**Q:** I compare metals for wiring, and some have a much lower Drude plasma frequency than others. Does a low value mean that few electrons are available to carry current?

**A:** It can mean that, or it can mean that the available electrons are slow. The Drude plasma frequency measures how readily a field accelerates the electrons at the Fermi level. Its square, times the time between collisions, sets the conductivity. To tell the two causes apart we need the density of states at the Fermi level and the speed of those states. Here are both for four aluminium compounds from density-functional theory, with two more compounds left to forecast. The cells were not relaxed and are under stress, and the Al3Cu cell is a hypothetical one.

Six aluminium compounds in unrelaxed cells, computed with Ansatz 0.2.0: scalar-relativistic LDA without spin polarization, plane waves and PAW, cutoff 420 eV, Gaussian smearing 0.05 eV. The k mesh listed is for the electron density; Fermi-level quantities use a denser one. The first axis is the principal axis with the lowest plasma frequency.

```tsv
system	k mesh	space group	volume (Å³/atom)	atoms in the cell	dos at fermi level (states/eV/cell)	mean Fermi speed, weighted by the sheets' densities of states (1e5 m/s)	Drude plasma frequency, first axis (eV)
Al2Cu (I4/mcm)	10x10x10	I4/mcm	14.96	6	2.039	11.05	7.54
Al3Cu (Pm-3m)	10x10x10	Pm-3m	15.11	4	1.389	13.16	10.19
AlNi (Cmmm)	14x14x12	Cmmm	11.74	2	0.850	6.98	6.38
Ti3Al (P6_3/mmc)	12x12x8	P6_3/mmc	16.77	8	5.003	1.48	1.17
AlRu (Pm-3m)	14x14x14	Pm-3m	13.39	2	?	?	?
TiAl (P4/mmm)	14x14x10	P4/mmm	16.34	2	?	?	?
```

**Q:** Ti3Al has the largest density of states of the four and the lowest plasma frequency. That looks upside down.

**A:** Its density is counted for a cell of eight atoms, while that of AlNi is counted for two. Divided by the cell volume, the densities are nearly equal: 0.037 and 0.036 states/eV/Å³. But the electrons of Ti3Al move at about a fifth of the speed, and its plasma frequency is about a fifth as well. So Ti3Al doesn't lack states at the Fermi level; the electrons in them are slow. The near equality itself is partly chance, because the density of Ti3Al changes steeply with energy just at the Fermi level.

**Q:** Is that only one lucky pair?

**A:** The other two rows fit the same picture. Across the four compounds the density per volume varies by a factor of 1.6, the mean speed by a factor of 8.9. Most of that contrast comes from Ti3Al: among the other three the speed varies by 1.9 and the density still by 1.6. Speed also counts for more in the formula:

$$(\hbar\omega_p)^2=\frac{4\pi e^2}{3}\,D\,(\hbar v)^2$$

Here $\hbar\omega_p$ is the plasma frequency as an energy, averaged over directions, $D$ the density of states per volume and $v$ the mean Fermi speed. Speed enters the plasma frequency directly, density only through its square root. Strictly, the formula needs the mean of the squared speed, so using $v$ should never give too much. All the same it gives a tenth too much for Al2Cu and a few percent too much for Ti3Al. I can't explain this mismatch between the computed quantities, so differences of a tenth shouldn't be read as physics here.

**Q:** What makes electrons slow? Is it simply how many of them there are?

**A:** A free-electron gas with three electrons per aluminium atom and one per other atom would have speeds of 16 to 20 in the table's unit for these four rows. That is too narrow a spread and too fast. Theory points instead to the d orbitals. They are compact and overlap little with their neighbours, so an electron passes slowly from atom to atom and the band is flat; the speed is the slope of the band.

**Q:** But copper has d electrons too, and its two compounds are the fastest.

**A:** Copper's d shell is full and is expected to lie well below the Fermi level. The d shells of nickel and titanium atoms are open, so their states should mix in where the current is carried. The order of the speeds agrees with this argument. It doesn't isolate the cause, because element, composition and crystal structure change together from row to row. Ti3Al also has a second reason to be slow. Only two of its bands cross the Fermi level, and they overlap by only about a quarter of an electronvolt. The Fermi level therefore lies close to an edge of each band, and at a smooth band edge the slope goes to zero. So small an overlap should also leave few carriers, if you count the electrons in the upper band and the holes in the lower one instead of the states at the Fermi level.

**Q:** Then what do you forecast for AlRu and TiAl?

**A:** Ruthenium and titanium both have open d shells, and in both compounds they make up half of the atoms. I fitted a straight line to the logarithm of the speed in the four known rows, against the share $x$ of atoms with an open d shell:

$$\ln v = 2.58-2.42\,x$$

With $x=0.5$ this gives a speed of about 4 for both compounds, neither of which was in the fit. The only known row at that share is AlNi, at 6.98; the line is pulled below it by Ti3Al, part of whose slowness may come from its band edges and not from its share of titanium. Leaving out one known row at a time gives a typical error of a factor of 2.2, so the range is 1.8 to 8.7.

**Q:** Can you carry that through to the plasma frequency?

**A:** For the density I take the mean of the two known open-shell compounds, 0.037 states/eV/Å³. I allow a factor of two either way, because in both of them the density is clearly higher only a quarter of an electronvolt below the Fermi level. A speed of 4 corresponds to $\hbar v=2.6$ eV Å, and $e^2$ is 14.4 eV Å:

$$(\hbar\omega_p)^2=\frac{4\pi}{3}\times14.4\times0.037\times2.6^2\approx15\ \text{eV}^2$$

The root is 3.9 eV, with a range of 1.6 to 9.2 eV once both uncertainties are combined. That range is wide enough to take in two of the four known rows, so a hit inside it would be weak support.

**Q:** Do you expect any difference between the two?

**A:** I expect AlRu to be the faster one, though I hold this weakly. Within a group of the periodic table, 4d orbitals reach further than 3d orbitals, which should make the bands steeper. But d orbitals also shrink along a row, and ruthenium stands four groups to the right of titanium. There is also a competing model that counts every transition-metal atom, copper included. It has a smaller leave-one-out error and gives 5.2 for both compounds. I keep the open-shell model because copper's full shell should not count like an open one.

**Q:** Let us see the computed values.

The withheld rows as computed:

```tsv
system	k mesh	space group	volume (Å³/atom)	atoms in the cell	dos at fermi level (states/eV/cell)	mean Fermi speed, weighted by the sheets' densities of states (1e5 m/s)	Drude plasma frequency, first axis (eV)
AlRu (Pm-3m)	14x14x14	Pm-3m	13.39	2	1.622	5.51	7.67
TiAl (P4/mmm)	14x14x10	P4/mmm	16.34	2	1.844	3.80	4.28
```

**A:** Both speeds fall within the range. TiAl is within 4 percent of the model, and AlRu is 1.4 times faster than the model says. AlRu is also the faster of the two, as expected. The competing model does better for AlRu and worse for TiAl, so these two compounds don't decide between them.

**Q:** Does the order confirm your argument about 4d orbitals?

**A:** No, and AlNi shows why. It has the same proportions as AlRu, with 3d orbitals in place of 4d ones, yet it is faster, at 6.98 against 5.51. It is also the row that the model fits worst. Nickel brings two more electrons than ruthenium, so in AlNi the Fermi level should lie above most of the d states, where less d character mixes in. My model knows only open and closed shells and misses such differences of filling. The AlNi cell is also a distorted form of the compound, not its usual cubic one, so I wouldn't lean on its exact speed.

**Q:** The plasma frequency of TiAl came out well too, at 4.28 eV.

**A:** It came out better than its ingredients deserve. The density of TiAl is about 1.5 times my forecast, and the square root softens that error. With the computed density and speed, the formula gives 4.6 eV. The table's value lies a little below this because its "first axis" is the principal axis with the lowest plasma frequency. In TiAl that is the c axis; at right angles to it the value is 4.8 eV.

**Q:** And AlRu has almost twice the plasma frequency that you forecast.

**A:** There the errors add up. The speed is 1.4 times the forecast and the density 1.6 times, which raises the plasma frequency by a further factor of 1.3. Together they explain most of the miss. What remains is about a tenth. Its sign is the expected one, because the formula was given the mean speed and not the mean of the squared speed, and the speeds on the sheets of AlRu run from 2.7 to 10.69. But Al2Cu showed a mismatch of the same size with the wrong sign, so this cause is likely, not shown.

**Q:** Why was the density too low for both?

**A:** I had only two open-shell compounds to go by, and both happen to have fewer states per volume than AlRu and TiAl. In Ti3Al the Fermi level lies on the steep wall of a dip: the density is 13.7 states/eV per cell a quarter of an electronvolt below it, 5.0 at it and 5.9 a quarter above. That upper quarter holds only 0.79 electrons per cell, a mean density of 3.2, so the floor of the dip lies above the Fermi level. The other three show no such dip. Over the same energies their densities keep falling, from 1.2 to 0.7 in AlNi, from 1.9 to 1.1 in AlRu and from 2.5 to 1.5 in TiAl. AlNi is the lowest throughout, as expected if its Fermi level lies above most of the d states. The lesson is that an open d shell doesn't fix the density; the position of the Fermi level relative to the d bands matters as well.

**Q:** So was it wrong to say that speed decides?

**A:** It holds for the first four compounds, mostly through Ti3Al, but not as a general rule. AlRu has half the speed of Al2Cu and nearly the same plasma frequency, largely because it has 2.7 times as many states per volume. An open d shell may slow the electrons, but it can also supply more states at the Fermi level. The output printed after this text sets both models beside the computed speeds, row by row.

**Q:** What should I take from this for very narrow wires?

**A:** There the walls limit how far an electron travels between collisions. The time between collisions is then that distance divided by the speed, and one factor of speed drops out of the conductivity. What remains is density per volume times mean speed. By this measure AlRu comes out roughly level with Al3Cu ($0.0606\times5.51$ against $0.0230\times13.16$), although its electrons are less than half as fast, while Ti3Al stays last of the six. Density times mean speed is, up to a constant, the area of the Fermi surface, and the computed sheets add up to 27.24 Å⁻² in AlRu and 24.68 Å⁻² in Al3Cu. With unrelaxed cells, one of them hypothetical, I wouldn't rank the two on a lead of a tenth. So for a thick conductor look at the plasma frequency and the collision time, and for a very thin one compare density times speed.

Printed output of the fit:

```
fit of lnv on 4 rows: constant 2.584 +/- 0.35, coefficient of xd -2.418 +/- 0.77; rms 0.353, worst AlNi (Cmmm) -0.568, leave-one-out rms 0.788
  rows outside the fit (model, value, miss): AlRu (Pm-3m) 1.375, 1.707, -0.331; TiAl (P4/mmm) 1.375, 1.335, 0.0402
fit of lnv on 4 rows: constant 3.846 +/- 0.35, coefficient of xt -4.402 +/- 0.7; rms 0.188, worst AlNi (Cmmm) -0.298, leave-one-out rms 0.535
  rows outside the fit (model, value, miss): AlRu (Pm-3m) 1.645, 1.707, -0.0613; TiAl (P4/mmm) 1.645, 1.335, 0.31
Fermi speed in 1e5 m/s:
               row  open-shell model     low   high  computed  computed over model  all-metal-share model  free electrons  computed over free
    Al2Cu (I4/mcm)             13.26   6.031  29.14     11.05               0.8336                  10.79           19.28              0.5732
     Al3Cu (Pm-3m)             13.26   6.031  29.14     13.16               0.9928                  15.57           19.66              0.6693
       AlNi (Cmmm)             3.956     1.8  8.696      6.98                1.764                  5.182           19.85              0.3516
  Ti3Al (P6_3/mmc)             2.161  0.9831   4.75      1.48               0.6848                  1.724           16.02              0.0924
      AlRu (Pm-3m)             3.956     1.8  8.696      5.51                1.393                  5.182              19                0.29
     TiAl (P4/mmm)             3.956     1.8  8.696       3.8               0.9606                  5.182           17.78              0.2137
density per volume and plasma frequency:
               row  states/eV/A3  over free electrons  eV from density and speed  eV computed first axis
    Al2Cu (I4/mcm)       0.02272                1.026                      8.513                    7.54
     Al3Cu (Pm-3m)       0.02298                1.018                       10.2                   10.19
       AlNi (Cmmm)        0.0362                1.587                      6.789                    6.38
  Ti3Al (P6_3/mmc)       0.03729                2.027                      1.461                    1.17
      AlRu (Pm-3m)       0.06057                2.775                      6.932                    7.67
     TiAl (P4/mmm)       0.05643                2.763                      4.614                    4.28
plasma frequency from density and speed over axis average, four known rows in order: 1.1, 1.001, 0.992, 1.035
largest over smallest speed, known rows: 8.892
largest over smallest density per volume, known rows: 1.642
Ti3Al over AlNi, density per volume: 1.03
Ti3Al over AlNi, speed: 0.212
Ti3Al over AlNi, plasma frequency first axis: 0.1834
forecast density, low, high in states/eV/A3: 0.03675, 0.01846, 0.07313
density computed over forecast, AlRu then TiAl: 1.648, 1.536
forecast plasma frequency, low, high in eV, same for AlRu and TiAl: 3.876, 1.641, 9.156
plasma frequency computed over forecast, AlRu then TiAl: 1.979, 1.104
```
